The decision here is which k mesh to pay for before the energies of this metal rank structures, or its forces move atoms. The Γ point alone is wrong by electronvolts per atom. The four larger meshes differ from the reference by roughly 10 to 30 meV per atom in energy, and by 0.05 to 0.6 eV/Å in the largest force change. More points do not guarantee a better answer: 6x6x4 has more than twice as many points as 4x4x4, yet its force difference is 2.5 times as large.

BaCuGe, three atoms held fixed in a cell with edges 4.238, 4.233 and 5.102 Å and angles 89.7, 90.7 and 120.9°. Ansatz 0.2.0, PBEsol, plane-wave PAW, scalar-relativistic, no spin polarisation, cutoff 420 eV, Gaussian smearing of 0.1 eV. Γ-centred k meshes, reference 8×8×6; energy at zero smearing, pressure positive in compression, force change taken per Cartesian component.

```tsv
k mesh	energy less reference (meV/atom)	pressure less reference (GPa)	largest force change (eV/Å)	irreducible k points
1x1x1	2470	11.1	2.84	1
2x2x2	12	-3.46	0.576	8
4x4x2	-33	-0.468	0.0475	20
4x4x4	-25.7	0.120	0.0541	36
6x6x4	7.72	0.157	0.136	76
```

The atoms have been displaced at random and the cell slightly strained, so the forces are real and no symmetry cancels them. All differences are taken from the 8x8x6 mesh, which was not itself compared with a denser one. They measure distance from that mesh, not from the exact limit.

**Why a metal converges irregularly**

A crystal's energy is an average over all wave vectors, and a mesh replaces it by a sum over a few of them. Such a sum treats slow and fast variations differently. It averages out every wave in k space except those that repeat exactly from one mesh point to the next. For filled bands these fast waves are very weak, because the band energies vary smoothly, and the error dies exponentially as the mesh is refined. In a metal the filling of a band drops abruptly at the Fermi surface, and an abrupt edge contains fast waves of considerable strength. They leave an error that shrinks slowly and changes sign according to where the mesh points happen to lie.

A chain of atoms with one band, $\varepsilon(k)=-2t\cos k$, shows this on paper; $t$ is the coupling between neighbours and $k$ the phase change from atom to atom. If the band is full, any mesh of two or more evenly spaced points gives the exact sum, zero. If it is half full, the exact energy is $-4t/\pi$, or about $-1.27t$ per atom. Six points give $2(-2t-t-t)/6\approx-1.33t$, which is too low, and eight give $2(-2t-\sqrt2\,t-\sqrt2\,t)/8\approx-1.21t$, which is too high and slightly further off.

The chain also shows what decides the sign. With eight points a level sits exactly at the Fermi energy and is half filled. It stands for a stretch of band whose filled half really lies lower, so the mesh places those electrons too high. With six points the Fermi energy falls in a gap between levels, and the error has the opposite sign. The comparison with BaCuGe ends at this mechanism: the chain has one dimension, one band and no smearing.

**How well each mesh sees the Fermi surface**

The calculation itself reveals how many levels each mesh finds near the Fermi energy. Smearing lets such levels be partly filled, and each contributes to an entropy term $TS$. With a smearing width $\sigma$ of 0.1 eV, a level holding both spins and lying exactly at the Fermi energy contributes $\sigma/\sqrt{\pi}$, or 0.056 eV. Multiplying $TS$ by the number of points $N$ in the full mesh and dividing by this value gives an equivalent number of half-filled levels.

On 4x4x4 this number is about 3, where a fair share of the reference mesh's levels would be about 10. The 4x4x2 mesh finds half its fair share, while 6x6x4 finds 1.6 times its own. These three meshes therefore give three rather different samples of the Fermi surface of one metal. The fair share assumes that the reference samples the Fermi surface well, and it has no adjustable constant.

The energies of these three meshes follow the pattern of the chain. The two with too few levels at the Fermi energy lie below the reference, and the one with too many lies above it. The coarser 2x2x2 mesh breaks the pattern: it finds far too few such levels and yet lies above the reference. The rows can therefore suggest this link but not establish it. An energy below the reference is in any case no sign of a better state, since refining a k mesh does not lower the energy by any variational rule.

**The size of the error**

Counting electrons gives a rough scale, once an energy is assumed. A general k point and its partner $-k$ have the same energies, so one level on such a pair holds $4/N$ electrons per cell. On 4x4x4 that is $4/64=0.0625$ electrons. If the mesh places them wrongly by 1 eV, the error is 0.0625 eV per cell, or about 21 meV for each of the three atoms.

The computed difference on this mesh is 25.7 meV per atom in size. The same arithmetic gives 42 meV per atom for 4x4x2 and 9 for 6x6x4, so the estimate has the right order of magnitude for all three. The 1 eV is a round assumption, so the agreement supports the scale of the error and not its details. A fast band, with a rough recalled slope of 5 eV Å, changes by about 1.5 eV between neighbouring points even on 6x6x4. As the chain shows, a single pair at the Fermi energy is misplaced by only a fraction of such a step. The 1 eV therefore stands for the net effect of many pairs, whose errors partly cancel. Applied to the reference mesh, the estimate gives 3 to 4 meV per atom, a reason not to read the table more finely than that.

The large step between points also explains why the smearing does not smooth the trend. Smearing can do so only when neighbouring points differ in energy by no more than a few times its width, and here a fast band changes by more than ten times that width. For a neighbouring case, the comparison to make is between these two energies. A metal with flatter bands or wider smearing should converge more evenly, and an insulator has no Fermi surface to sample.

**The two coarsest meshes**

The 1x1x1 row fails for a more basic reason. The levels at Γ stand for the whole of every band, filled bands included, so the error is far larger than a misplaced pair at the Fermi energy would produce. Γ is its own partner, so one level there holds 2 electrons, and a misplacement by 1 eV gives 667 meV per atom, against 2470 computed.

The 2x2x2 row looks much better than it is. Its energy is only 12 meV per atom from the reference, but its largest force change is 0.576 eV/Å, comparable with the largest force component in the reference, 0.68 eV/Å. Almost no level on this mesh is partly filled; instead, different k points have different whole numbers of filled bands. The small energy difference is therefore probably a chance cancellation of larger errors.

An exponential law drawn through the force differences of these two meshes shows how far the finer ones depart from regular convergence. It predicts about 0.006 eV/Å for 6x6x4, where 0.136 is computed. On 4x4x2, by contrast, the computed value is six times smaller than the law predicts. Two such coarse rows make a weak basis for extrapolation, but the failure in both directions is what a slow, oscillating error would produce. The printed output below gives this comparison and the level counts for each mesh.

**Choosing a mesh**

Two pairs of rows change the mesh in one respect at a time. Going from 4x4x2 to 4x4x4 refines only the c direction and moves the energy by 7.3 meV per atom. Going from 4x4x4 to 6x6x4 refines only the plane and moves it by 33.4. The close agreement of the first pair is therefore misleading: both meshes share the same in-plane points, and with them probably most of the same energy error.

For the pressure it is the other way round: refining c changes it by 0.59 GPa, refining the plane by only 0.04. Why the plane matters more for the energy remains open. The bands may be steeper there, because the short Cu–Ge bonds lie roughly in the plane. The 6x6x4 mesh also contains points one third of the way along both in-plane directions, special points of a nearly hexagonal cell that the other meshes lack. Most of the rise in energy probably does not need them, since the reference lacks them too and still lies 25.7 meV per atom above 4x4x4, although it also refines c. They may, however, help to explain why 6x6x4 finds too many levels at the Fermi energy. An 8x8x4 calculation would refine the plane alone without adding those points, and so show how much of the rise comes from the plane itself.

No single column is a safe guide. The 4x4x2 mesh has the smallest force difference in the table but, Γ alone aside, the largest energy difference. The energy depends on where the levels lie, whereas a force depends on how they shift when an atom moves, so the two errors need not vanish on the same mesh.

Pressure hides errors in yet another way, because it averages the stress over three directions. On 4x4x4 it differs from the reference by only 0.12 GPa, while the stress along z is off by 0.76 GPa and those along x and y err the other way. A sound choice of mesh therefore rests on refining the plane and the c direction separately, and on following the energy, the forces and each stress component that the intended use needs.

The analysis program printed:

```
Sampling of the Fermi level:
    row  points in full mesh  states per eV and cell  half-filled levels found  levels in a fair sample  Fermi energy less reference (eV)  one pair misplaced by 1 eV (meV/atom)
  1x1x1                    1                   15.59                     1.381                   0.1531                            0.9027                                  666.7
  2x2x2                    8                   0.191                    0.1354                    1.225                            0.4426                                  83.33
  4x4x2                   32                  0.8581                     2.433                    4.898                            0.2178                                  41.67
  4x4x4                   64                  0.5829                     3.306                    9.797                            0.1888                                  20.83
  6x6x4                  144                    2.78                     35.48                    22.04                         -0.009398                                  9.259
Reference mesh, states per eV and cell at the Fermi level: 1.727
Reference mesh, equivalent half-filled levels: 58.78
Largest entropy term of one spin-degenerate level (eV): 0.05642
Stress less reference (GPa):
    row       xx       yy       zz
  1x1x1    8.888     16.4    7.967
  2x2x2   -4.771   -3.646    -1.97
  4x4x2   -1.156   -1.046    0.796
  4x4x4  -0.2133  -0.1891   0.7614
  6x6x4   0.1551   0.5014  -0.1869
Energy change on refining only c, 4x4x2 to 4x4x4 (meV/atom): 7.3
Energy change on refining only the plane, 4x4x4 to 6x6x4 (meV/atom): 33.42
Largest force change on refining only c (eV/A): 0.04514
Largest force change on refining only the plane (eV/A): 0.1902
Part of the in-plane energy change due to the zero-smearing correction (meV/atom): 1.831
Exponential law for the force difference:
    row  shortest period of mesh (A)  exponential (eV/A)  computed (eV/A)  computed over exponential
  1x1x1                        4.176                2.84             2.84                          1
  2x2x2                        8.352               0.576            0.576                          1
  4x4x2                         10.2              0.2839           0.0475                     0.1673
  4x4x4                         16.7             0.02369           0.0541                      2.283
  6x6x4                        20.41            0.005755            0.136                      23.63
Rough energy step between neighbouring k points on 6x6x4 (eV): 1.539
```
